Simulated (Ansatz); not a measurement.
A ladder of methods for NH2 (SMILES [NH2])

NH2 has 3 atoms, charge 0, and is taken as a doublet. As SMILES, `[NH2]`. Geometry: optimised at r2SCAN/def2-SVP.

```xyz
3

N     0.3480   -0.2065    0.1715
H     0.1234    0.8046    0.1552
H    -0.4713   -0.5981   -0.3267
```

Each level gives the adiabatic ionisation energy (to the singlet cation, shapes relaxed at r2SCAN/def2-SVP, no zero-point term) (eV). The values are calculated.

```tsv
level	kind	program	value (eV)
UHF/def2-TZVPP	Hartree–Fock	Ansatz	11.77
USVWN5/def2-TZVPP	LDA	Ansatz	12.90
UBLYP/def2-TZVPP	GGA	Ansatz	12.61
UPBE/def2-TZVPP	GGA	Ansatz	12.81
U-r2SCAN/def2-TZVPP	meta-GGA	Ansatz	12.98
UB3LYP/def2-TZVPP	global hybrid	Ansatz	12.74
UCAM-B3LYP/def2-TZVPP	range-separated hybrid	Ansatz	12.75
UB2PLYP/def2-TZVPP	double hybrid	Ansatz	12.60
RPA@PBE/def2-TZVPP	RPA	Ansatz	12.31
```

The values span 11.77 to 12.98 eV.

These energies describe removal of the unpaired electron from the out-of-plane nitrogen p orbital, which leaves the in-plane lone pair doubly occupied. That is not the lowest ionisation of NH2. The cation is isoelectronic with methylene and has a triplet ground state, reached by taking an electron from the lone pair instead; exchange between the two unpaired electrons outweighs the modest orbital splitting. The values therefore lie above the true ionisation threshold because of the chosen final state, and should be compared with the onset of the singlet channel.

Within that channel, Hartree–Fock is lowest at 11.77 eV, and every level that includes correlation lies higher. The neutral radical has one more valence electron to correlate with the others, so neglecting correlation penalises it more than the cation. Exact exchange alone does not explain the low value, since UB3LYP lies above UBLYP. The density functionals do not converge steadily up the ladder, so their order here is no guide to their accuracy.
